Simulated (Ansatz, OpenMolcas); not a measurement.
SiNH4F (SMILES N[SiH2]F): the energy, rung by rung

SiNH4F has 7 atoms, charge 0, and is taken as a singlet. As SMILES, `N[SiH2]F`. The coordinates come from a PBE0-D4/def2-TZVP relaxation. This is one conformer, not always the lowest.

```xyz
7

N    -0.7615    0.3390   -0.6252
Si    0.5311   -0.1157    0.3734
F     0.5151   -1.6539    0.8298
H    -0.7866    0.1051   -1.6036
H    -1.6822    0.5135   -0.2584
H     0.4559    0.6762    1.6207
H     1.7894    0.0680   -0.3823
```

Quantity: the energy change with the N1–H5 bond stretched from 1.006 to 1.308 Å, in eV. The values are calculated.

```
                                                    level                    kind     program  value (eV)  less CCSD(T)/aug-cc-pVDZ  CPU time (all runs)
                              HF/aug-cc-pVDZ (restricted)            Hartree–Fock      Ansatz        1.38                     +0.28                  5 s
                           SVWN5/aug-cc-pVDZ (restricted)                     LDA      Ansatz        1.03                     -0.07                6.3 s
                            BLYP/aug-cc-pVDZ (restricted)                     GGA  OpenMolcas        1.02                     -0.08                 70 s
                           M06-L/aug-cc-pVDZ (restricted)                meta-GGA  OpenMolcas        1.18                     +0.08                 86 s
                           BHLYP/aug-cc-pVDZ (restricted)           global hybrid  OpenMolcas        1.27                     +0.17                 67 s
                           HSE06/aug-cc-pVDZ (restricted)  range-separated hybrid      Ansatz        1.17                     +0.07                 11 s
                          B2PLYP/aug-cc-pVDZ (restricted)           double hybrid  OpenMolcas        1.15                     +0.05                 61 s
CCSD(T)/aug-cc-pVDZ (Cholesky decomposition) (restricted)   coupled cluster or CI  OpenMolcas        1.10                      0.00              6.9 min
                            CCSD/aug-cc-pVDZ (restricted)   coupled cluster or CI      Ansatz        1.14                     +0.04                 24 s
```

Differences are taken from CCSD(T)/aug-cc-pVDZ (Cholesky decomposition) (restricted) for orientation; it has basis-set and higher-order errors of its own. The first shape isn't each level's own minimum. The values span 1.02 to 1.38 eV. Times are those of the runs behind each value, whatever else they computed, on shared processors of several kinds: orders of magnitude only.

Stretching the N–H bond costs 1.38 eV in Hartree–Fock but 1.10 eV in CCSD(T), so electron correlation softens the stretch appreciably. As the bond lengthens, the σ–σ* gap narrows and left-right correlation grows. A single closed-shell determinant misses this and keeps too much ionic character. CCSD recovers most of the lowering, and the small remaining difference from CCSD(T) suggests that the bond is still within reach of a single-reference treatment at this extension.

Among the functionals, the rise from BLYP to BHLYP fits the replacement of semilocal exchange, which mimics some left-right correlation, by exact exchange. B2PLYP comes back down, probably because its perturbative term restores part of that correlation. Exact exchange does not order the whole set, however: M06-L contains none, yet lies marginally above HSE06. LDA's low value is no contradiction of its usual overbinding, since the energy of a partial stretch probes the shape of the well rather than its depth. For the same reason, the ranking need not carry over to the N–H dissociation energy.
